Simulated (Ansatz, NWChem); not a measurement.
# How basis sets differ on NH3 (ammonia)

NH3, singlet, SMILES `N`. Each level relaxes the structure for itself.

Quantity: the highest harmonic wavenumber at each level's own minimum, in cm⁻¹. The values are calculated.

```json
{"level": "HF/STO-3G", "kind": "Hartree–Fock", "program": "Ansatz", "value (cm⁻¹)": "4108"}
{"level": "HF/3-21G", "kind": "Hartree–Fock", "program": "Ansatz", "value (cm⁻¹)": "3800"}
{"level": "HF/6-31G* (spherical functions)", "kind": "Hartree–Fock", "program": "NWChem", "value (cm⁻¹)": "3816"}
{"level": "HF/6-31G* (Cartesian functions)", "kind": "Hartree–Fock", "program": "Ansatz", "value (cm⁻¹)": "3822"}
{"level": "HF/cc-pVTZ", "kind": "Hartree–Fock", "program": "Ansatz", "value (cm⁻¹)": "3806"}
```

Harmonic and unscaled. The values span 3800 to 4108 cm⁻¹. Without the sets that lack polarisation functions the rows with a basis span only 3806 to 3822 cm⁻¹.

The highest mode of ammonia is the degenerate antisymmetric N–H stretch, and only the minimal basis misplaces it badly relative to the others, at 4108 cm⁻¹. With a single contracted function per valence orbital, the density cannot expand or contract as the bond length changes, which probably makes the potential too stiff. Splitting the valence shell supplies that radial freedom and accounts for nearly all of the drop. Polarisation functions matter less for this stretch, though the closeness of 3-21G (3800 cm⁻¹) to cc-pVTZ (3806 cm⁻¹) may owe something to cancelling errors, since 6-31G* lies slightly above both.

The agreement among the larger sets is not agreement with the real molecule, whose harmonic N–H stretch is well below all these values. Hartree–Fock lacks the electron correlation that softens a stretching bond, and a larger basis cannot repair this. Nor does a settled stretch imply a settled umbrella mode, which depends much more on polarisation functions through the pyramidal angle and the inversion barrier.
